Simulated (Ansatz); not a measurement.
# BiB: pressure against volume per atom

Periodic Kohn-Sham DFT of a crystal at fixed atoms; pressure and stress are positive in compression; the energy is the free energy less that of spherical unpolarised free atoms; site moments are those in the method's own spheres, positive along +z. The results are calculated, by Ansatz 0.2.0.

Cell of the first row (space group F-43m, No. 216):
```
BiB
1.0
      0.0000     2.7061     2.7061
      2.7061     0.0000     2.7061
      2.7061     2.7061     0.0000
B Bi
1 1
Direct
  0.00000 0.00000 0.00000
  0.25000 0.25000 0.25000
```

Settings of every row: method frozen-core PAW; functional PBE; relativity scalar; k mesh 11x11x11; filling fermi-dirac; smearing width 0.05 eV; wave cutoff 420 eV; paw set soft_2.

Atom start moment: 0 on all atoms.

Limits: no spin-orbit coupling on heavy atoms; the cell comes from a prototype or a list of computed structures and needn't be the stable phase.

Limits of some rows: small gap, it may come from the mesh (row 2, 3).

| row | volume per atom (Å³) | pressure (GPa) |
| --- | --- | --- |
| 1 | 19.816 | 5.09 |
| 2 | 20.649 | ? |
| 3 | 21.07 | -0.046 |
| 4 | 21.491 | -1.407 |
| 5 | 22.334 | -3.728 |

Question: what pressure should row 2 give?

Worked fit of pressure. Take u = (V_r/V)^(2/3) − 1 with V_r = 21.28 Å³ an atom, which is twice the finite (Eulerian) strain; such expansions in the strain, on which the Birch-Murnaghan equation of state is built, carry the rest volume and the bulk modulus. The shown rows have u = 0.04867, 0.00663, -0.00656, -0.03171. Least squares give pressure = −0.7446 + 104.22 × u + 321.48 × u² GPa; a straight line predicts inner rows, each left out in turn, worse (root mean square 0.33 against 0.015 GPa). The rows lie off it by 0.001, -0.007, 0.007, -0.002 (root mean square 0.0051 GPa). The pressure vanishes at u = 0.0070, or V = 21.06 Å³ an atom, and there the bulk modulus at fixed shape and fractions is B = −V dP/dV = (2/3)(1 + u) dP/du = 73 GPa. The withheld row has u = 0.02027, so the fit gives −0.7446 + 104.22 × (0.02027) + 321.48 × (0.02027)² = 1.500 GPa.

The calculation gave 1.487 GPa. The fit lies 0.013 GPa (0.15 % of the column's range) above it; its largest miss of a shown row is 0.007 GPa.
